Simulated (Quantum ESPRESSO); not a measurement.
# Work function, top-layer force and surface energy of K(110) films of three to eight layers in PBE

We have to decide how thick a K(110) film must be before it can stand in for a thick potassium electrode or contact layer in a larger model. Each extra layer adds cost, while a film that is too thin shifts the barrier for electron emission and the energy of the surface. The table follows three quantities from three to eight layers with two pseudopotential sets. The work function Φ is the vacuum level less the Fermi level. The force acts on the top atom of an unrelaxed film and is positive outwards. The excess energy is measured against bulk layers and covers both faces, so half of it is the surface energy per 1×1 cell.

## Systems and settings

Quantum ESPRESSO 7.5 (pw.x), driven by a script. Symmetric 1×1 slabs of K(110) (bcc) at the tabulated measured lattice constant, atoms at bulk places, 7.5 Å of empty space requested on each side (the built cell leaves slightly more), with open boundaries by the effective screening medium. Mesh 8×8×1 for all thicknesses, Marzari-Vanderbilt smearing of 0.02 Ry, spin-paired, no spin-orbit coupling. PBE, GBRV ultrasoft: cutoffs 40 and 200 Ry; PBE, SSSP efficiency: cutoffs 45 and 360 Ry. The excess energy is the slab's energy less the number of layers times the slope of a straight line through the thicker slabs; it is twice the surface energy per cell.

Notes on method and selection:

- Confinement between the two faces quantises the states along the normal, so values can oscillate with thickness.
- The measured lattice constant is no functional's own, which adds to the force.
- Measured work functions of the rebuilt (100) and (110) faces of Au, Pt and Ir, of Ta(111), and of polycrystals are not set beside the runs.
- Runs in which the search for lower states was switched off are not listed.
- Runs that did not converge, have known faults or may not be shown are not listed, and runs on Ansatz's PAW sets soft_1 and soft_2 are kept to separate tables.

Columns:

- layers: number of atomic layers.
- Φ (eV): work function: vacuum level outside the slab less the Fermi level.
- force (eV/Å): force on the top atom along the outward normal; negative pulls it inwards.
- excess energy (meV): excess energy of the slab, both faces, per 1×1 cell.

## Results

| member | layers | Φ (eV), PBE, GBRV ultrasoft | Φ (eV), PBE, SSSP efficiency | force (eV/Å), PBE, GBRV ultrasoft | force (eV/Å), PBE, SSSP efficiency | excess energy (meV), PBE, GBRV ultrasoft | excess energy (meV), PBE, SSSP efficiency |
| --- | --- | --- | --- | --- | --- | --- | --- |
| 3 layers | 3 | 2.421 | 2.428 | 0.00083 | 0.00501 | 261.4 | 261.0 |
| 4 layers | 4 | 2.378 | 2.383 | 0.00453 | −0.00195 | 260.6 | 260.0 |
| 5 layers | 5 | 2.374 | 2.382 | −0.00060 | 0.01372 | 258.1 | 257.8 |
| 6 layers | 6 | 2.372 | 2.380 | −0.00016 | 0.00546 | 259.7 | 259.5 |
| 7 layers | 7 | 2.369 | 2.375 | 0.00105 | 0.01233 | 259.2 | 259.0 |
| 8 layers | 8 | 2.374 | 2.381 | 0.00574 | 0.00725 | 260.0 | 259.4 |

## What drives the series

The work function changes appreciably only at the first step. From three to four layers it falls by 2.421 − 2.378 = 0.043 eV with GBRV and by 2.428 − 2.383 = 0.045 eV with SSSP. From four to eight layers the values stay within 0.009 eV and 0.008 eV respectively.

Such early settling is expected of a simple metal. Its electrons screen a disturbance within about one layer spacing, so each face soon has its full surface dipole whatever lies on the far side. What remains is confinement. In a free-electron film with hard walls, the number of half-waves that fit across the film at the Fermi level is roughly

$$x = 0.88N + 0.75,$$

where $N$ is the number of layers. The layer spacing in Fermi half-wavelengths is $(6\pi^2)^{1/3}/(\pi\sqrt{2})$ for a bcc metal with one free electron per atom, or about 0.88. To keep the film neutral, each hard wall must stand 3/8 of a half-wavelength outside the edge of the positive charge, which adds 2 × 0.375 = 0.75 for the two faces. The Fermi level peaks, and Φ dips, when $x$ passes a whole number and a new subband begins to fill. Three layers give 0.88 × 3 + 0.75 = 3.39, not far from midway between two such dips, and seven layers give 0.88 × 7 + 0.75 = 6.91, close to one. The model therefore has the right sign for a higher Φ in the thinnest film.

The flatness of the excess energy is partly built in. Its bulk reference is the slope of a line through the slabs of four to eight layers, so no steady drift can remain among them; with GBRV the sum that measures it is 2 × (260.0 − 260.6) + (259.2 − 258.1) = −0.1 meV, zero to within rounding. What the table does show is that the scatter about the line is small and that the three-layer film, which is not part of the fit, lies close to it. The excess energy spans 261.4 − 258.1 = 3.3 meV with GBRV, about 1% of its size, and 261.0 − 257.8 = 3.2 meV with SSSP. At eight layers the surface energy is 260.0 / 2 = 130.0 meV per cell and face with GBRV and 259.4 / 2 = 129.7 meV with SSSP. Both values depend on which films enter the line. Without the four-layer film the GBRV slope would rise by (3 × (260.0 − 258.1) + (259.2 − 259.7)) / 10 = 0.52 meV per layer. The eight-layer excess would then fall by 8 × 0.52 = 4.2 meV, which is more than the whole spread in the column. For each face that is about 2 meV.

The force shows no trend with thickness that both sets share. At five layers they differ by 0.01372 + 0.00060 = 0.01432 eV/Å, which is more than any single force in the table. The forces are small, but their changes from film to film are not a resolved thickness effect.

## Departures from the trend

The three-layer film stands apart in Φ, by 0.047 eV above the eight-layer film in both sets. Confinement is a plausible reason, but only its sign has been argued here, not its size. The free-electron model would also spread the fall over several layers, since four layers give 0.88 × 4 + 0.75 = 4.27, still some way past a dip. The sharpness of the drop may owe something to the overlap of the two surface regions or to the in-plane mesh.

The five-layer film has the lowest excess energy in both sets, 258.1 and 257.8 meV, with higher values on either side. Because $x$ runs smoothly past whole numbers in this range, simple confinement does not suggest a notch one layer wide. The 8×8×1 mesh, common to both sets, may be the source, since it samples the edge of each subband differently as the film grows, but the table holds no second mesh to test this.

The largest forces are the SSSP values at five and seven layers, 0.01372 and 0.01233 eV/Å. GBRV gives −0.00060 and 0.00105 eV/Å for the same films. A numerical cause is likely, such as the position of the top atom relative to the density grid or incomplete self-consistency.

## Short exercises

**How many layers bring Φ within 0.01 eV of the eight-layer film?**

Four. With GBRV the difference is 2.378 − 2.374 = 0.004 eV, and with SSSP it is 2.383 − 2.381 = 0.002 eV. Every thicker film in the table also meets the limit; the largest departure among them is 2.381 − 2.375 = 0.006 eV, at seven layers with SSSP.

**What does a five-layer model cost us in surface energy?**

The excess energy covers two faces, so we halve the difference from eight layers. GBRV gives (260.0 − 258.1) / 2 = 0.95 meV per cell and face, and SSSP gives (259.4 − 257.8) / 2 = 0.8 meV. Against a surface energy of 130.0 meV, the larger figure is 0.95 / 130.0 = 0.007, or 0.7%. These differences belong to the bulk line as fitted. The choice of films for that line moves the surface energy itself by about 2 meV per cell and face, so five layers are enough unless surfaces are to be ranked more finely than this.

**Can we use GBRV, with its lower cutoffs, in place of SSSP?**

As far as the values of Φ and the surface energy go, yes. Whether it saves time is a separate question: lower cutoffs mean fewer plane waves, but the run time also depends on the number of self-consistency steps and on the work each pseudopotential adds, and no run times are tabulated here. SSSP lies above GBRV in Φ by 0.005 to 0.008 eV, and the excess energies differ by 0.2 to 0.6 meV. For the direction in which the top layer will move, neither set suffices as run: at four layers GBRV gives 0.00453 eV/Å outwards and SSSP gives 0.00195 eV/Å inwards. Tighter convergence should come before a choice between them.

## What to take away

For unrelaxed K(110) films of four to eight layers, Φ is steady to about 0.01 eV, and the surface energy varies by at most (260.6 − 258.1) / 2 = 1.25 meV per cell and face when the bulk line is fitted to these same films. The choice of films for the line moves the surface energy by about 2 meV, so a finer figure would need thicker films or a well-matched bulk run. We would take four layers as the minimum, a limit set by Φ. For the surface energy alone three layers would serve where an error of about 2 meV per cell and face is acceptable: with GBRV they differ from eight by (261.4 − 260.0) / 2 = 0.7 meV on the line as fitted, and by more on the line without the four-layer film.

Relaxing the atoms can only lower the energy of a film, and so would tend to lower the surface energy. Potassium is soft: if the stiffness of the top layer is assumed to be roughly 0.2 eV/Å², a force of 0.01 eV/Å would still mean a shift of 0.01 / 0.2 = 0.05 Å. A lattice constant below PBE's own would push the top layer outwards, and one above it would pull the layer inwards.

Dispersion forces, which are left out, would add cohesion and probably raise the surface energy. Thermal expansion would thin the electron gas and tend to lower Φ. Agreement between the two sets tests the pseudopotentials, not PBE, and measured values are not compared here.
